The pressure of a crystal tells how fast its energy rises as its volume shrinks, $P=-dE/dV$. It is positive when the crystal must be squeezed to stay at its volume, and negative when it must be pulled. For the metallic compound Al₃Ru₂, both $P$ and the energy $E$ were computed with density functional theory, without spin or temperature. All cell edges were stretched or shortened by the same fraction, and only the atoms inside were free to move. The energy over elements is counted from solid aluminium and ruthenium at their own fixed volumes, so along this series it changes only through the strain of the compound. The words "relaxed cell" in the table's headings refer to the cell after its atoms had relaxed; its edges were held, so the constant $c/a$ was imposed.

Al₃Ru₂ (space group I4/mmm), computed with Ansatz 0.2.0: scalar-relativistic density functional theory with PBEsol, PAW and plane waves up to 420 eV, no spin polarization, a 12×12×4 k mesh and Gaussian smearing of 0.1 eV. At each volume the cell was held and the atoms relaxed to forces below 0.008 eV/Å. Energies are for zero smearing; positive pressure means compression.

```tsv
volume (relaxed cell) (Å³/atom)	c/a (relaxed cell)	shortest distance (relaxed cell) (Å)	energy over elements (eV/atom)	pressure (GPa)
11.725	4.6371	2.416	-0.498	35.64
12.286	4.6371	2.449	-0.597	21.30
12.865	4.6371	2.481	-0.652	9.55
14.077	4.6371	2.542	-0.653	-7.72
14.710	4.6371	2.572	-0.610	-13.88
15.362	4.6371	2.600	-0.543	-18.68
```

The two outermost rows show what a rule of thumb has to capture. Their edges differ from the unstrained ones by the same 4.5 percent, once shorter and once longer. Yet the squeezed crystal pushes back with 35.6 GPa, while the stretched one pulls with only 18.7 GPa. A spring with a fixed stiffness would not behave like this.

The reason lies in how differently the forces in a metal depend on distance. Squeezing confines the electrons, which raises their kinetic energy, and pushes the electron shells of neighbouring atoms into each other. Both effects grow steeply as the atoms approach. On stretching, this repulsion dies away quickly, and the attraction that is left weakens as well. This is the standard picture of metallic cohesion; the numbers show its consequence. The stiffness, meaning the change of pressure per fractional change of volume, falls from 307 GPa between the two smallest volumes to 111 GPa between the two largest.

A hand rule should therefore have the stiffening built in. A simple way is to measure the strain by density instead of volume. Let $V$ be the volume per atom, $V_0$ its value at zero pressure, and $x=V_0/V-1$ the fractional change of density. Equal steps in volume give larger steps in $x$ on the squeezed side, so even a plain parabola in $x$ is steeper there:

$$E=E_0+\tfrac12 BV_0\,x^2,\qquad P=-\frac{dE}{dV}=B\,x\,(1+x)^2.$$

Here $E_0$ is the lowest energy and $B$ the bulk modulus, the stiffness at zero pressure.

Two pressures are enough to find $V_0$ and $B$, because the rule makes $PV^2$ a straight line in $1/V$. I take the rows at 12.865 and 14.077 Å³ per atom, which lie on either side of zero pressure. The line through them crosses zero at $V_0\approx13.45$ Å³ per atom, and its slope gives $B\approx190$ GPa. The energies of these two rows are nearly equal because the rows sit on opposite walls of the same valley, almost equally far from its floor; the floor comes out at $E_0\approx-0.669$ eV per atom.

In convenient units, $\tfrac12BV_0$ is about 8 eV per atom. The whole rule then reads

$$P\approx190\,x(1+x)^2\ \text{GPa},\qquad E\approx-0.669+8x^2\ \text{eV per atom}.$$

The two outermost rows played no part in setting these constants, so they can test them. For the smallest volume,

$$x=\frac{13.45}{11.725}-1=0.1471,\qquad P\approx190\times0.1471\times1.1471^2=36.8\ \text{GPa}.$$

The computed pressure is 35.6 GPa, so the estimate is 3 percent too high. The energy follows from $8\times0.1471^2=0.173$, which gives −0.496 eV per atom against the computed −0.498.

For the largest volume,

$$x=\frac{13.45}{15.362}-1=-0.1245,\qquad P\approx-190\times0.1245\times0.8755^2=-18.1\ \text{GPa}.$$

The computed value is −18.7 GPa, so the estimated pull is 3 percent too weak. The energy comes out at −0.545 eV per atom against −0.543. The factor $(1+x)^2$ has done the essential work, since it strengthens the push in the first case and weakens the pull in the second.

Over the whole table the rounded rule stays within about 3 percent of each pressure and about 2 meV per atom of each energy, while the energies themselves spread over 0.155 eV per atom. Rounding $B$ and $V_0$ down helps a little at the smallest volume, where the unrounded constants miss by 4 percent. The energy is the easier target because it adds up the pressure along the path from the minimum, and along most of that path the rule misses the pressure by fewer GPa than at the far end. The output printed below gives the comparison row by row.

A straight line of pressure against volume, drawn through the same two inner rows, shows what is lost without the stiffening. It gives only 25.8 GPa at the smallest volume and −26.0 GPa at the largest. It thus predicts almost the same force in both directions, which is the fixed spring again.

The remaining errors of the density rule also have a pattern: at the four rows not used to set it, it pushes too hard when squeezed and pulls too weakly when stretched. At its minimum, the rule makes the stiffness rise by 5 GPa for each GPa of pressure, whereas the table averages about 4.4. The well-known Birch equation in its simplest form uses a parabola in the inverse square of length, and starts with a rise of 4. Set by the same two rows, it errs in the opposite direction by a similar amount. Density earns its place here by its easy arithmetic, not by truer physics.

The rule is weakest, in relative terms, near zero pressure. There a volume error of 1 percent shifts the pressure by $0.01\times190=1.9$ GPa, which may exceed the pressure one wants to know. Thermal expansion, absent from this calculation, can bring in a good part of such an error. For small loads it is therefore safer to estimate the change of pressure from a known starting volume than its absolute value.

The shape of the cell sets another limit. Its ratio of height to width, $c/a$, was held fixed, so the stresses along the axes are not quite equal, and the tabulated pressure is their average. At the largest volume the stresses along and across the long axis differ by 2.9 GPa. In a fluid under pressure the crystal could also adjust its shape, which should make it slightly softer near zero pressure. The value of 190 GPa thus belongs to a cell of fixed shape. The runs also carry a warning that their electronic convergence threshold was loose for stresses. The energies support the pressures, however: between the two smallest volumes the slope of the energy gives about 28 GPa, and so does the mean of the two tabulated pressures.

Far outside the table the parabola must fail. For atoms pulled completely apart, $x$ tends to −1, and the rule puts the energy 8 eV per atom above the minimum. Rough recalled cohesive energies of the two metals, with the energy gained in forming the compound added, suggest about 5 eV. The rule is a description of the valley around the minimum, tested here from 12 percent below the unstrained density to 15 percent above it, and it does not describe how the crystal comes apart.

Printed output of the fit:

```
V0 from the two inner rows, cubic angstrom per atom: 13.45
B from the two inner rows, GPa: 190.9
half of B times V0, eV per atom: 8.013
energy at the minimum from the two inner rows, eV per atom: -0.6687
Rounded hand rule:
     row  density change x  P rule GPa  P miss GPa  P miss percent  E rule eV  E miss meV
  11.725            0.1471       36.78       1.143           3.207    -0.4958       2.158
  12.286           0.09474       21.57      0.2735           1.284    -0.5972     -0.1917
  12.865           0.04547       9.443     -0.1067          -1.117    -0.6525     -0.4582
  14.077          -0.04454      -7.726   -0.005656         0.07327    -0.6531      -0.129
   14.71          -0.08566      -13.61       0.274          -1.974    -0.6103     -0.3044
  15.362           -0.1245      -18.13      0.5523          -2.957    -0.5451      -2.072
Unrounded rules and stiffness:
     row  density miss percent  Birch miss percent  straight line P GPa  straight line miss percent  stiffness since previous row GPa
  11.725                 3.949              -2.284                25.79                      -27.63                               n/a
  12.286                 2.114              -1.345                 17.8                      -16.43                             306.8
  12.865             1.554e-13                   0                 9.55                           0                             255.2
  14.077            -1.332e-13                   0                -7.72                   -1.11e-14                             191.8
   14.71                 -1.76               1.542               -16.74                        20.6                               140
  15.362                -2.649               3.192               -26.03                       39.35                             110.7
largest compression pressure over largest tension: 1.908
average rise of stiffness per GPa of pressure in the table: 4.383
pressure shift for an error of 0.01 cubic angstrom in V0, GPa: 0.1419
rough energy from the minimum to free atoms, eV per atom: 5.389
growth of cell edges over the series, percent: 9.424
growth of shortest distance over the series, percent: 7.616
in-plane less axial stress at smallest volume, GPa: 1.513
in-plane less axial stress at largest volume, GPa: -2.941
```
